**A relaxed torsion scan of H2N–BHF that seems to jump between two valleys**

The table holds energies along a relaxed scan of the H–N–B–F torsion of H2N–BHF at CCSD(T), CCSD, PBE-D4, B3LYP-D4 and wB97M-V with def2-TZVPP on PBE0-D4/def2-TZVP structures, with the T1 diagnostic. The program sets smooth torsion forms (sin² and three cosines) against two harmonic branches E = k d², with one k fitted to the six rows within 65° of a planar well. The smooth forms miss the top row by 0.33 and 0.25 eV, while the parabola holds within 0.013 eV on its fitted rows and overshoots the top row by 0.17 eV. All five levels repeat the drop of about 0.7 eV after −74.2°, and the largest error against CCSD(T) is −0.020 eV (wB97M-V). An extrapolated second branch lies about 0.4 eV below the top row, and the structure at −164.2° shows the free N hydrogen staying in plane while nitrogen pyramidalises slightly.

Calculated values. Relaxed scan of the torsion H4-N1-B2-F3 in BFH3N (SMILES NBF; atoms in SMILES order, hydrogens last), Ansatz 0.2.0, gas phase. These four atoms keep the minimum's three bonds and two angles, and the rest relax with PBE0-D4/def2-TZVP. Energies use def2-TZVPP, with frozen cores in CCSD and CCSD(T), and are zero at the PBE0-D4 minimum (-180.0°) at every level.

## The fit in Python

```python
# Table: relaxed torsion scan H4-N1-B2-F3 of H2N-BHF (Ansatz, PBE0-D4/def2-TZVP structures; energies in eV
# at CCSD(T), CCSD, PBE-D4, B3LYP-D4, wB97M-V / def2-TZVPP). Tested: smooth torsion forms against two
# harmonic branches, the drop at each level, and the errors of each level against CCSD(T).
T = {
    'x': [-180.0, -164.2, -141.7, -119.2, -96.7, -74.2, -51.7, -29.2, -6.7],  # °
    'ccsd_t': [0.0, 0.0252, 0.1557, 0.396, 0.7057, 0.9966, 0.2654, 0.0807, 0.0042],  # eV
    'pbe_d4': [0.0, 0.0251, 0.1534, 0.3889, 0.6966, 0.9978, 0.2619, 0.0816, 0.0054],  # eV
    'b3lyp_d4': [0.0, 0.0259, 0.1576, 0.3974, 0.7069, 1.0007, 0.2716, 0.0845, 0.0046],  # eV
    'wb97m_v': [0.0, 0.0254, 0.1542, 0.3888, 0.691, 0.9766, 0.2664, 0.0828, 0.0043],  # eV
    'ccsd': [0.0, 0.0256, 0.1572, 0.398, 0.7069, 0.9946, 0.2685, 0.082, 0.004],  # eV
    'err': [0.0, 0.0007, 0.0019, 0.0014, 0.0012, 0.0041, 0.0062, 0.0038, 0.0004],  # eV
    't1': [None, 0.012, 0.012, 0.013, 0.013, 0.013, 0.012, 0.012, 0.012],
}
import numpy as np
from scipy.optimize import brentq
from scipy.constants import k as kB, e
x = np.array(T['x'], float); E = np.array(T['ccsd_t'], float)
d = x + 180; r = np.radians(d); sl = np.diff(E)/np.diff(x)
j = int(np.argmin(sl))  # the drop lies between rows j and j+1
print("CCSD(T) slopes between rows, meV/deg:", " ".join("%.1f" % (1e3*s) for s in sl))
print("rounding: 0.00005 eV in energy; 0.05 deg in torsion is up to %.4f eV on the rise" % (0.05*sl.max()))
A1 = (np.sin(r)**2)[:, None]; A3 = np.array([(1-np.cos(n*r))/2 for n in (1, 2, 3)]).T
c1 = np.linalg.lstsq(A1, E, rcond=None)[0]; c3 = np.linalg.lstsq(A3, E, rcond=None)[0]
dist = np.where(np.arange(len(x)) <= j, d, -x)  # distance from the well of the row's branch
m = (dist > 0) & (dist < 65); k = (E[m]*dist[m]**2).sum()/(dist[m]**4).sum()
print("V sin^2: V = %.3f eV; three cosines: V1 V2 V3 = %.3f %.3f %.3f eV" % (c1[0], *c3))
print("two branches: k = %.3e eV/deg^2, fitted to %d rows within 65 deg of a well" % (k, m.sum()))
print("V of a sin^2 curve with that curvature: %.2f eV; highest row %.4f eV" % (k*np.degrees(1)**2, E.max()))
R = [A1@c1 - E, A3@c3 - E, k*dist**2 - E]
print("torsion  d/deg  CCSD(T)/eV  E/d^2 (1e-4)  model less table, eV: sin^2, 3 cosines, k d^2")
for i in range(1, len(x)):
    print("%7.1f %6.1f %8.4f %8.3f   %+.3f %+.3f %+.3f%s" % (x[i], dist[i], E[i], 1e4*E[i]/dist[i]**2,
          R[0][i], R[1][i], R[2][i], "" if m[i] else "  (not in k fit)"))
print("rms over 8 rows, eV: %.3f %.3f %.3f" % tuple(np.sqrt(np.mean(q[1:]**2)) for q in R))
print("largest misfit, eV: " + ", ".join("%+.3f at %.1f" % (q[np.argmax(abs(q))], x[np.argmax(abs(q))]) for q in R))
for i in (j-1, j):
    print("row %.1f: table %.3f, k d^2 from -180 %.3f, from 0 %.3f eV" % (x[i], E[i], k*d[i]**2, k*x[i]**2))
fA = lambda u: np.interp(u, d[1:j+1], E[1:j+1]/d[1:j+1]**2)*u**2  # first branch, interpolated
ratio = E[j+1:]/fA(-x[j+1:])
print("second branch / first branch at equal distance:", " ".join("%.2f" % q for q in ratio))
for s in (1.0, ratio[0]):
    dc = brentq(lambda u: fA(u) - s*fA(180-u), 75, 105); lo = s*fA(-x[j])
    print("mirror x %.2f: %.2f eV at %.1f, table higher by %.2f; crossing at %.0f deg, %.2f eV"
          % (s, lo, x[j], E[j]-lo, dc-180, fA(dc)))
lev = [('CCSD(T)', 'ccsd_t'), ('CCSD', 'ccsd'), ('PBE-D4', 'pbe_d4'), ('B3LYP-D4', 'b3lyp_d4'), ('wB97M-V', 'wb97m_v')]
print("level: top/eV, drop/eV, mean abs and worst error against CCSD(T)/eV")
drops = []; errs = {}
for n, key in lev:
    y = np.array(T[key], float); drops.append(y[j]-y[j+1]); q = y - E; w = np.argmax(abs(q)); errs[n] = q
    tail = "" if key == 'ccsd_t' else "  %.4f  %+.4f at %.1f (%+.1f %%)" % (abs(q[1:]).mean(), q[w], x[w], 100*q[w]/E[w])
    print("%-9s %.4f  %.4f%s" % (n, y[j], drops[-1], tail))
print("errors by row from %.1f to %.1f, meV:" % (x[1], x[-1]))
for n, _ in lev[1:]:
    print("%-9s" % n, " ".join("%+5.1f" % (1e3*v) for v in errs[n][1:]))
worst = max(abs(q).max() for q in errs.values())
print("spread of the drop %.4f eV; CCSD(T) drop / worst level error = %.0f" % (np.ptp(drops), drops[0]/worst))
t1 = [v for v in T['t1'] if v is not None]
print("T1 range %.3f to %.3f; kT at 300 K %.3f eV, at 1000 K %.3f eV" % (min(t1), max(t1), kB*300/e, kB*1000/e))
# geometries (angstrom; N B F H4 H5 H6) typed from further outputs of the same runs
G = {-180.0: [[-.43, .10, -.58], [.42, -.15, .49], [.45, .71, 1.52], [-.49, -.51, -1.37], [-1.02, .91, -.63], [1.12, -1.12, .53]],
     -164.2: [[-.43, .10, -.58], [.42, -.15, .49], [.23, .51, 1.64], [-.49, -.51, -1.37], [-1.20, .75, -.51], [1.29, -.96, .43]]}
def ang(u, v): return np.degrees(np.arctan2(np.linalg.norm(np.cross(u, v)), u@v))
def geo(g):
    N, B, F, H4, H5, H6 = g; b = (B-N)/np.linalg.norm(B-N); p = lambda v: v - (v@b)*b
    return np.array([ang(p(H4-N), p(F-B)), ang(p(H5-N), p(F-B)), ang(H4-N, B-N)+ang(H5-N, B-N)+ang(H4-N, H5-N),
                     ang(N-B, F-B)+ang(N-B, H6-B)+ang(F-B, H6-B), ang(H4-N, B-N), ang(H5-N, B-N)])
rng = np.random.default_rng(0)
print("deg: |H4NBF| |H5NBF| angle sum N, angle sum B, H4NB, H5NB; B-N in angstrom")
for key, g in G.items():
    g = np.array(g); v = geo(g)
    sd = np.std([geo(g + rng.uniform(-.005, .005, g.shape)) for _ in range(300)], axis=0)
    print("row %.1f:" % key, " ".join("%.1f" % q for q in v), "; %.2f" % np.linalg.norm(g[1]-g[0]))
    print("  scatter from coordinate rounding:", " ".join("%.1f" % q for q in sd))
assert min(drops) > 10*worst and -sl[j] > 2*sl.max()
assert (E[m]/dist[m]**2).max()/(E[m]/dist[m]**2).min() < 1.25
assert E[j] > fA(-x[j]) + 0.2
assert geo(np.array(G[-164.2]))[1] < 5
```

Printed output:

```
CCSD(T) slopes between rows, meV/deg: 1.6 5.8 10.7 13.8 12.9 -32.5 -8.2 -3.4
rounding: 0.00005 eV in energy; 0.05 deg in torsion is up to 0.0007 eV on the rise
V sin^2: V = 0.722 eV; three cosines: V1 V2 V3 = 0.028 0.806 -0.155 eV
two branches: k = 1.043e-04 eV/deg^2, fitted to 6 rows within 65 deg of a well
V of a sin^2 curve with that curvature: 0.34 eV; highest row 0.9966 eV
torsion  d/deg  CCSD(T)/eV  E/d^2 (1e-4)  model less table, eV: sin^2, 3 cosines, k d^2
 -164.2   15.8   0.0252    1.009   +0.028 +0.010 +0.001
 -141.7   38.3   0.1557    1.061   +0.122 +0.047 -0.003
 -119.2   60.8   0.3960    1.071   +0.154 +0.070 -0.011
  -96.7   83.3   0.7057    1.017   +0.006 -0.002 +0.018  (not in k fit)
  -74.2  105.8   0.9966    0.890   -0.328 -0.253 +0.171  (not in k fit)
  -51.7   51.7   0.2654    0.993   +0.179 +0.247 +0.013
  -29.2   29.2   0.0807    0.946   +0.091 +0.057 +0.008
   -6.7    6.7   0.0042    0.936   +0.006 -0.115 +0.000
rms over 8 rows, eV: 0.153 0.136 0.061
largest misfit, eV: -0.328 at -74.2, -0.253 at -74.2, +0.171 at -74.2
row -96.7: table 0.706, k d^2 from -180 0.724, from 0 0.975 eV
row -74.2: table 0.997, k d^2 from -180 1.167, from 0 0.574 eV
second branch / first branch at equal distance: 0.93 0.91 0.93
mirror x 1.00: 0.57 eV at -74.2, table higher by 0.42; crossing at -90 deg, 0.79 eV
mirror x 0.93: 0.53 eV at -74.2, table higher by 0.46; crossing at -92 deg, 0.76 eV
level: top/eV, drop/eV, mean abs and worst error against CCSD(T)/eV
CCSD(T)   0.9966  0.7312
CCSD      0.9946  0.7261  0.0015  +0.0031 at -51.7 (+1.2 %)
PBE-D4    0.9978  0.7359  0.0032  -0.0091 at -96.7 (-1.3 %)
B3LYP-D4  1.0007  0.7291  0.0025  +0.0062 at -51.7 (+2.3 %)
wB97M-V   0.9766  0.7102  0.0059  -0.0200 at -74.2 (-2.0 %)
errors by row from -164.2 to -6.7, meV:
CCSD       +0.4  +1.5  +2.0  +1.2  -2.0  +3.1  +1.3  -0.2
PBE-D4     -0.1  -2.3  -7.1  -9.1  +1.2  -3.5  +0.9  +1.2
B3LYP-D4   +0.7  +1.9  +1.4  +1.2  +4.1  +6.2  +3.8  +0.4
wB97M-V    +0.2  -1.5  -7.2 -14.7 -20.0  +1.0  +2.1  +0.1
spread of the drop 0.0257 eV; CCSD(T) drop / worst level error = 37
T1 range 0.012 to 0.013; kT at 300 K 0.026 eV, at 1000 K 0.086 eV
deg: |H4NBF| |H5NBF| angle sum N, angle sum B, H4NB, H5NB; B-N in angstrom
row -180.0: 179.9 1.1 360.0 360.0 122.4 122.9 ; 1.39
  scatter from coordinate rounding: 0.2 0.5 0.0 0.0 0.3 0.3
row -164.2: 164.2 1.4 358.0 360.0 122.4 121.9 ; 1.39
  scatter from coordinate rounding: 0.4 0.5 0.2 0.0 0.3 0.3
```
